**Question: why does MP2 break the order of these singlet–triplet errors?**

I am comparing methods for the gap between the singlet and the triplet of planar H₂Ge=NH, at fixed atoms. A negative error means that the gap is too small. R and U stand for restricted and unrestricted orbitals.

Errors in the vertical singlet–triplet gap (triplet minus singlet) of neutral H₂Ge=NH relative to UCCSDT(Q), calculated with Ansatz 0.2.0 in the cc-pVDZ basis at the PBE0/def2-TZVP geometry. The MP2 and coupled-cluster levels keep the atomic cores, including Ge 3d, frozen.

```csv
level,"this level less the reference (UCCSDT(Q), same basis) (meV)"
RHF,-1323.0
UHF,-1384.0
RMP2,194.0
UMP2,198.0
RCCSD,-182.0
UCCSD,-189.0
RCCSD(T),-16.0
UCCSD(T),-20.0
BCCD(T),-19.0
RCCSDT,-23.0
UCCSDT,-27.0
RCCSDT(Q),5.0
PBE,58.0
r2SCAN,-306.0
PBE0,-290.0
B3LYP,-119.0
wB97M-V,-133.0
B2PLYP,3.0
RPA-PBE,-1.0
```

I had hoped that each better treatment of correlation would bring the gap closer to the reference from the same side. Some rows do behave like that, but MP2 jumps across zero, and the functionals seem to follow no order at all. Is there a regular pattern here, and what makes certain rows leave it?

**Answer**

There is a regular pattern in the restricted series RHF, RCCSD, RCCSDT, and it starts from what Hartree–Fock leaves out. Each electron there feels only the average field of the others, so electrons of opposite spin come too close to each other. Electrons of like spin are already kept apart by the Pauli principle. The triplet has one opposite-spin pair fewer than the singlet, and the pair it loses is one that shared an orbital, where the crowding is worst. It therefore suffers less, and the gap comes out too small.

Helium shows the same thing with only two electrons. Its ground state holds both in the 1s orbital, while its lowest triplet puts them in 1s and 2s with parallel spins. Hartree–Fock misses roughly 1 eV of correlation energy in the first (a recalled size) and very little in the second. The comparison explains the sign of the Hartree–Fock error, but a single pair can't show how many pairs influence one another, and that matters for MP2.

In H₂Ge=NH, CCSD, which solves for single and double excitations together, lowers the singlet by 8.14 eV and the triplet by 7.00 eV. The triplet figure follows from the singlet energies and the gaps, and it assumes that every level describes the same triplet, whose orbitals weren't compared. The difference removes 86% of the RHF error. Triple excitations describe three electrons avoiding each other at once, a weaker effect that again favours the singlet.

The simplest model lets the error shrink by the same factor at each step. RHF and RCCSD fix that factor at about seven, and the next error should then be

$$-182\ \text{meV}\times\frac{182}{1323}\approx-25\ \text{meV}.$$

RCCSDT, which was not used to set the factor, gives −23 meV. One successful prediction makes this a useful regularity, not a law. The next step, to quadruple excitations, can't test it: the reference is itself at that level, so the 5 meV left in RCCSDT(Q) are only the difference between restricted and unrestricted orbitals.

**MP2 is the clear break.** It includes double excitations, as CCSD does, yet the RMP2 gap lies 376 meV above the RCCSD gap. It is tempting to conclude that MP2 gives the singlet too much correlation, but the energies say otherwise. Compared with CCSD, MP2 falls short in both states, by 0.56 eV in the singlet and by 0.93 eV in the triplet. The triplet is left too high, and so the gap is too large.

Theory explains how such an imbalance can arise. MP2 estimates the correlation of each electron pair once, from the Hartree–Fock orbitals, and doesn't let the pairs respond to one another. CCSD repeats the estimate until all pairs are consistent. Nothing forces the error of the one-shot estimate to be equal in two states with different spins, and a gap feels only the difference.

UHF is a smaller break of the same kind. Letting up and down spins use different orbitals lowers the singlet by 157 meV, but it lowers the triplet by 218 meV, so the gap gets worse. The UHF singlet is also no longer a pure singlet, because some triplet is mixed into it.

The functionals need a different yardstick, the share of exact exchange. Exact exchange without matching correlation pulls the result towards Hartree–Fock and so shrinks the gap. From PBE to PBE0, which has 25% of it, the gap falls by about 139 meV per ten percent. A straight line through these two rows puts B3LYP about 100 meV too low, so the share of exchange is only a rough guide even among common hybrids.

wB97M-V, whose share of exact exchange changes with distance, and RPA-PBE, which computes its correlation from orbital excitations, have no fair place on this line. Of the others, two leave it altogether. B2PLYP, with 53% exact exchange, lies 683 meV above it. It also contains a portion of MP2-type correlation, which pushes the gap up, as the step from RHF to RMP2 shows. The line is stretched far beyond PBE0 here, so the distance is rough, but the tiny final error probably rests on large opposing shifts, and in this small basis it is no proof of accuracy.

r2SCAN has no exact exchange, yet its gap is 364 meV smaller than that of PBE. My guess is that its dependence on the kinetic-energy density favours parallel spins. It could also be that the two functionals empty different orbitals in the triplet, since the two highest occupied levels in PBE are only 0.15 eV apart. If PBE is the odd one out, the exchange line would shift as well. Comparing the triplet orbitals of the two functionals would help to decide.

The output below gives the constant-factor prediction, the correlation energies of both states and the distances from the exchange line.

Output of the analysis:

```
Shrink factor of the error from RHF to RCCSD: 7.269
Shrink factor of the error from RCCSD to RCCSDT: 7.913
RCCSDT error predicted from RHF and RCCSD by a constant factor (meV): -25.04
Prediction less computed RCCSDT error (meV): -2.037
First shrink factor if RCCSDT(Q) is taken as zero: 7.102
Second shrink factor if RCCSDT(Q) is taken as zero: 6.679
Break of RMP2, its gap less that of RCCSD (meV): 376
Share of the RHF gap error removed by RMP2 (percent): 114.7
Share of the RHF gap error removed by RCCSD (percent): 86.24
Singlet correlation energy gained in MP2 (meV): 7586
Triplet correlation energy gained in MP2 (meV): 6069
Singlet correlation energy gained in CCSD (meV): 8141
Triplet correlation energy gained in CCSD (meV): 7000
Singlet correlation missing in MP2 against CCSD (meV): 555.5
Triplet correlation missing in MP2 against CCSD (meV): 931.5
Lowering of the singlet by perturbative triples (meV): 321.9
Lowering of the triplet by perturbative triples (meV): 155.9
Lowering of the singlet from RHF to UHF (meV): 157.3
Lowering of the triplet from RHF to UHF (meV): 218.3
Gap change per 10 percent exact exchange, PBE to PBE0 (meV): -139.2
B3LYP computed less the exchange line at 20 percent (meV): 101.4
r2SCAN computed less the exchange line at zero (meV): -364
B2PLYP computed less the exchange line at 53 percent (meV): 682.8
```
